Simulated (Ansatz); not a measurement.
# Spin-spiral energies of D0₃-type Mn₃Si at eight wavevectors in LDA

Mn₃Si has two kinds of manganese. One Mn per cell has eight Mn neighbours and carries the large moment; the other two have four Mn and four Si neighbours and carry weaker moments, antiparallel to the first at $q=0$. Such a compound can lower its energy by turning its moments from cell to cell, and the wavevector of lowest energy indicates the magnetic order to expect. The question is how the energy depends on that wavevector. Flat spirals are calculated in LDA at the measured cell, and each energy is given per magnetic atom relative to the collinear $q=0$ state, so a negative value favours the spiral.

## Method

Mn3Si (D03 type): the measured cell (COD); 4 atoms in the cell, 3 magnetic, atoms held. Ansatz 0.2.0, plane waves with default PAW data sets, LDA, spinors without spin-orbit coupling, cutoff 420 eV, 8x8x8 k-points, Fermi-Dirac smearing of 0.05 eV. Spirals by the generalised Bloch theorem with a cone angle of 90 degrees, moment directions locked; at q = 0 the final moments point +-- relative to the first. Each row is one self-consistent run along a path through the zone.

Notes on method and selection:

- Each run ends in the state reached from its start, which may not be the lowest.
- In a Heisenberg model E(q) - E(0) = sin^2(cone angle) [J(0) - J(q)] per atom for one magnetic atom a cell, with E = -sum over ordered pairs of J e_i·e_j.
- Rows lie along several directions, so |q| alone does not order them.
- The zone-boundary wavevector (0, 0, 0.5) is not in the table; an order there may lie lower than every row.
- Runs that did not converge, have known faults or may not be shown are not listed, and runs on Ansatz's PAW sets soft_1 and soft_2 are kept to separate tables.

Columns:

- |q| (1/Å): length of the wavevector.
- wavevector: wavevector of the spiral in fractions of the reciprocal vectors.
- spiral energy (meV): free energy less that at q = 0, per magnetic atom.
- local moment (μB): mean size of the moments on the magnetic atoms, inside atomic spheres.

Input lines of one member:

```
kpoints:
  mp_grid: { grid: [8, 8, 8] }
hamiltonian:
  xc: lda
scf:
  occupations: { method: fermi_dirac, width: 0.05 }
  max_iter: 120
  convergence: { dr2_threshold: 1.0e-08 }
basis:
  ecutwfc: 420.0
magnetization:
  noncollinear: true
  spin_spiral: { q: [0.25, 0.0, 0.25] }
  spin_locking: { lock_directions: true }
```

Command (options for logging and memory left out): `ansatz run input.yaml --threads 1`

## Numbers

| member | |q| (1/Å) | wavevector | spiral energy (meV) | local moment (μB) |
| --- | --- | --- | --- | --- |
| q = (0, 0, 0) | 0.000 | (0, 0, 0) | 0.00 | 1.267 |
| q = (0, 0, 0.25) | 0.475 | (0, 0, 0.25) | −3.91 | 1.186 |
| q = (0.25, 0, 0.25) | 0.549 | (0.25, 0, 0.25) | −3.07 | 1.184 |
| q = (0.25, 0.25, 0.5) | 0.776 | (0.25, 0.25, 0.5) | −2.88 | 1.069 |
| q = (0.5, 0.25, 0.5) | 0.910 | (0.5, 0.25, 0.5) | 1.04 | 0.949 |
| q = (0.5, 0, 0.5) | 1.098 | (0.5, 0, 0.5) | 6.51 | 0.695 |
| q = (0.5, 0.5, 0.75) | 1.197 | (0.5, 0.5, 0.75) | 3.12 | 0.773 |
| q = (0.5, 0.25, 0.75) | 1.228 | (0.5, 0.25, 0.75) | 3.67 | 0.700 |

## Reading the trend

The lowest of the eight rows is (0, 0, 0.25), at −3.91 meV. The next two, (0.25, 0, 0.25) and (0.25, 0.25, 0.5), lie within about 1 meV of it. The four remaining spirals lie above $q=0$, with (0.5, 0, 0.5) highest at 6.51 meV.

A simple model treats this as a competition between two exchange couplings. It assumes moments of fixed size, each turned by the angle $\mathbf q\cdot\mathbf r$ at its own position $\mathbf r$, with the weak moments locked opposite to the strong one in the turning frame.

For a wavevector $(q_1,q_2,q_3)$ the cubic components, in units of $2\pi/a$ with $a$ the cube edge, are $h=-q_1+q_2+q_3$, $k=q_1-q_2+q_3$ and $l=q_1+q_2-q_3$. Averaging the cosine of the turning angle over the eight Mn neighbours of the strong atom gives

$$c=\cos\frac{\pi h}{2}\,\cos\frac{\pi k}{2}\,\cos\frac{\pi l}{2}.$$

With $E=-\sum J\,\mathbf e_i\cdot\mathbf e_j$ over ordered pairs, and $J_{sw}<0$ between strong and weak atoms, turning costs $K(1-c)$ per magnetic atom, where $K=-16J_{sw}/3$. At (0, 0, 0.25) each cosine is that of 0.25 × 90 = 22.5 degrees. By the half-angle rule its square follows from 0.7071, the cosine of 45 degrees, as (1 + 0.7071) / 2 = 0.8536. Refining a rough root of 0.92 gives the cosine itself, (0.92 + 0.8536 / 0.92) / 2 = 0.9239, so $1-c$ is 1 − 0.9239 × 0.9239 × 0.9239 = 0.211.

The second coupling joins equivalent atoms in neighbouring cells. Over the six pairs of opposite shortest lattice vectors,

$$f=6-\sum\cos 2\pi x,\qquad x=q_1,\;q_2,\;q_3,\;q_1-q_2,\;q_2-q_3,\;q_3-q_1.$$

If this coupling is also antiparallel on balance, the $q=0$ state frustrates it and turning gains energy:

$$E(\mathbf q)-E(0)=K(1-c)-Bf,\qquad B>0.$$

A spiral is favoured where $(1-c)/f$ is smaller than $B/K$. The ratio $(1-c)/f$ is 0.211/3 = 0.070 at (0, 0, 0.25) and 1/8 = 0.125 at (0.5, 0, 0.5), so in this model a short spiral can gain energy while a long one loses it.

## Testing the model

The two constants are fixed on (0.25, 0, 0.25) and (0.5, 0.5, 0.75), a short and a long spiral in which all three moments survive, though the weak ones are much reduced in the long one. The cosine of 0.75 × 90 = 67.5 degrees equals the sine of 22.5 degrees, which the double-angle rule gives as 0.7071 / (2 × 0.9239) = 0.3827. Their values of $1-c$ are 1 − 0.7071 = 0.293 and 1 − 0.3827 × 0.3827 × 0.9239 = 0.865, and their values of $f$ are 4 and 7:

0.293 $K$ − 4 $B$ = −3.07 meV

0.865 $K$ − 7 $B$ = 3.12 meV

Multiplying the first line by 7/4 turns its numbers into 0.293 × 7 / 4 = 0.513 and 3.07 × 7 / 4 = 5.37. Subtracting it from the second gives $K$ = (3.12 + 5.37) / (0.865 − 0.513) = 24.1 meV. Then $B$ = (0.293 × 24.1 + 3.07) / 4 = 2.53 meV.

For (0, 0, 0.25), $1-c$ = 0.211 and $f$ = 3:
24.1 × 0.211 − 2.53 × 3 = −2.50 meV, against −3.91 meV in the table.

For (0.25, 0.25, 0.5), $1-c$ = 0.500 and $f$ = 6:
24.1 × 0.500 − 2.53 × 6 = −3.13 meV, against −2.88 meV.

For (0.5, 0.25, 0.5), $1-c$ is 1 − 0.9239 × 0.9239 × 0.3827 = 0.673 and $f$ = 7:
24.1 × 0.673 − 2.53 × 7 = −1.49 meV, against 1.04 meV.

For (0.5, 0, 0.5), $1-c$ = 1 and $f$ = 8:
24.1 × 1 − 2.53 × 8 = 3.86 meV, against 6.51 meV.

The last sum also applies to (0.5, 0.25, 0.75), where the table has 3.67 meV. Over these five rows the mean absolute miss is 1.4 meV, while the mean absolute deviation of the rows from their own mean is roughly 3.4 meV. The model therefore describes the broad rise, but it reverses the order of the three lowest spirals: it places (0.25, 0.25, 0.5) lowest and (0, 0, 0.25) highest among them.

## Where the trend breaks

The largest miss is at (0.5, 0, 0.5), which the model puts too low by 6.51 − 3.86 = 2.65 meV. It gives (0.5, 0.25, 0.75) the same energy, whereas the table separates the two by 6.51 − 3.67 = 2.84 meV. The weak moments have collapsed in both rows, so their separation must come from the strong atoms alone, and the likely failure is the assumed short range of the coupling between them. An antiparallel coupling along the cube edges would lower only the second row, which is the required sign.

At (0.5, 0.25, 0.5) the model is 2.53 meV too low and has the wrong sign. This wavevector and (0.5, 0.5, 0.75) are equivalent by symmetry and a reciprocal vector; they differ in the locked angle between sublattices. Their separation of 3.12 − 1.04 = 2.08 meV would need only $K$ = 2.08 / (0.865 − 0.673) = 10.8 meV. Fixed moment size is the likely failure: the exchange field of the strong atoms along the weak moments scales with $c$, and the mean moment falls as $c$ falls, down to about 0.70 μB where $c=0$.

## Closing remarks

Among the calculated wavevectors, (0, 0, 0.25) lies lowest, and competing antiparallel couplings can account for the gain at short wavevectors and the loss at long ones. The minimum over the whole zone remains open, because the boundary point (0, 0, 0.5) on the same cube diagonal is absent. Neutron diffraction finds incommensurate order along this diagonal, nearer to that boundary.

Two omitted effects can exceed the table's spread of 6.51 + 3.91 = 10.42 meV. Thermal energy at room temperature is roughly 25 meV and acts against any magnetic order, the $q=0$ state included. A gradient-corrected functional usually enlarges Mn moments and stabilises magnetic states against the non-magnetic one, by roughly tens of meV per atom; how much of that shift would differ between spirals is not shown in the table.

[Logs are printed without paths, hosts, clocks, repeated set-up lines and the standing remarks that a program may print on its own settings, such as how far it seeks lower states.]
